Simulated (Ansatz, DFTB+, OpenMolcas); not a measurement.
## Strength of the P–N bond: C3H10NP → P(CH3)3 + NH

Gas-phase species: C3H10NP `CP(C)(C)=N`, singlet; P(CH3)3, singlet; NH (imidogen), triplet. 

Shapes, held fixed at every level: PBE0-D4/def2-TZVP; NH at the measured bond length. Programs: Ansatz 0.2.0, DFTB+ 25.1, OpenMolcas 26.06. A level may come from different programs for different species; with the same settings they agree closely. Electronic energies: no zero-point or thermal term.

| level | kind | ΔE (kJ/mol) |
| --- | --- | --- |
| DFTB2 | semi-empirical | +495.1 |
| HF/6-31G* (spherical functions) | Hartree–Fock | +138.8 |
| SVWN5/6-31G* (spherical functions) | LDA | +436.7 |
| PBE/6-31G* (spherical functions) | GGA | +341.3 |
| B3LYP/6-31G* (spherical functions) | global hybrid | +307.4 |
| PBE0/6-31G* (spherical functions) | global hybrid | +321.7 |

PBE0/6-31G* (spherical functions) gives ΔE = +321.7 kJ/mol; the levels span +138.8 to +495.1. DFTB2 strays far from the other rows. The median of the levels is +331.5. Hartree–Fock misses the correlation of the pair that is broken and comes out low. No measured value is set beside it here. Open shells run unrestricted.

Every level makes loss of NH from the iminophosphorane strongly endothermic, and the gradient-corrected and hybrid functionals, from +307.4 to +341.3 kJ/mol, agree on a robust P–N bond. That strength fits a strongly polar, ylide-like bond: phosphorus donates its lone pair to nitrogen, and the resulting P⁺–N⁻ attraction is reinforced by back-donation from the nitrogen lone pairs into P–C σ* orbitals. It needs no true d-orbital π bond.

The cost refers to NH in its triplet ground state, where exchange between the two unpaired electrons stabilises the fragment; spin-conserving cleavage to singlet NH would require more energy. Going from LDA to PBE lowers the value, as expected when gradient corrections reduce overbinding. The share of exact exchange alone doesn't order the hybrids, since PBE0 contains more of it than B3LYP yet gives the stronger bond. The reaction energy doesn't establish a barrier for NH transfer, which could proceed through a bound encounter with an acceptor without releasing free NH.
